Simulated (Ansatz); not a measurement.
## In: energy change per atom and pressure as volume scale varies

Results calculated with Ansatz 0.2.0, not measured. Plane-wave DFT, scalar-relativistic PAW made under PBE with cores redone for the functional, no dispersion; the given relaxed cell is scaled uniformly, energy at zero smearing counts from the unscaled cell, pressure at the given Fermi-Dirac smearing is positive in compression.

The cell before it is scaled or strained (space group P6/mmm, No. 191):
```
In
1.0
      5.3117     0.0000     0.0000
     -2.6559     4.6001     0.0000
      0.0000     0.0000     3.2857
In
3
Direct
  1.00000 1.00000 0.00000
  0.33333 0.66667 0.50000
  0.66667 0.33333 0.50000
```

Settings of every row: spin polarised no; functional r2SCAN; wave cutoff 500 eV; smearing width 0.1 eV; k mesh 8x8x11.

Atom starting moment: 0 on all atoms.

Limits: the cell comes from a prototype or a list of computed structures and needn't be the stable phase.

| row | volume scale | V (Å³/atom) | energy change per atom (meV) | pressure (GPa) |
| --- | --- | --- | --- | --- |
| 1 | 0.88 | 23.55 | ? | ? |
| 2 | 0.92 | 24.62 | 24.91 | 4.15 |
| 3 | 0.96 | 25.691 | 5.65 | 1.83 |
| 4 | 1.04 | 27.832 | 4.88 | -1.36 |
| 5 | 1.08 | 28.902 | 17.95 | -2.44 |
| 6 | 1.12 | 29.973 | 37.26 | -3.25 |

Question: what energy change per atom and pressure should row 1 give?

Worked fit of energy change per atom. Take u = (V_r/V)^(2/3) − 1 with V_r = 27.832 Å³ an atom, which is twice the finite (Eulerian) strain; such expansions in the strain, on which the Birch-Murnaghan equation of state is built, carry the rest volume and the bulk modulus. The shown rows have u = 0.08519, 0.05481, 0, -0.02484, -0.04821. Least squares give energy change per atom = 4.713 − 349.94 × u + 6855.84 × u² meV; a straight line predicts inner rows, each left out in turn, worse (root mean square 13 against 0.61 meV). The rows lie off it by 0.25, -0.48, 0.17, 0.31, -0.26 (root mean square 0.31 meV). The withheld row has u = 0.11781, so the fit gives 4.713 − 349.94 × (0.11781) + 6855.84 × (0.11781)² = 58.64 meV.

The calculation gave 61.78 meV. The fit lies 3.14 meV (5.1 % of the value, 5.5 % of the column's range) below it; its largest miss of a shown row is 0.48 meV. This row lies beyond the range of the fit.

Worked fit of pressure. Take u = (V_r/V)^(2/3) − 1 with V_r = 27.832 Å³ an atom, which is twice the finite (Eulerian) strain; such expansions in the strain, on which the Birch-Murnaghan equation of state is built, carry the rest volume and the bulk modulus. The shown rows have u = 0.08519, 0.05481, 0, -0.02484, -0.04821. Least squares give pressure = −1.371 + 48.149 × u + 194.1 × u² GPa; a straight line predicts inner rows, each left out in turn, worse (root mean square 0.38 against 0.027 GPa). The rows lie off it by 0.01, -0.02, 0.01, 0.01, -0.01. The withheld row has u = 0.11781, so the fit gives −1.371 + 48.149 × (0.11781) + 194.1 × (0.11781)² = 7.00 GPa.

The calculation gave 7.14 GPa. The fit lies 0.14 GPa (2 % of the value, 1.3 % of the column's range) below it; its largest miss of a shown row is 0.02 GPa. This row lies beyond the range of the fit.
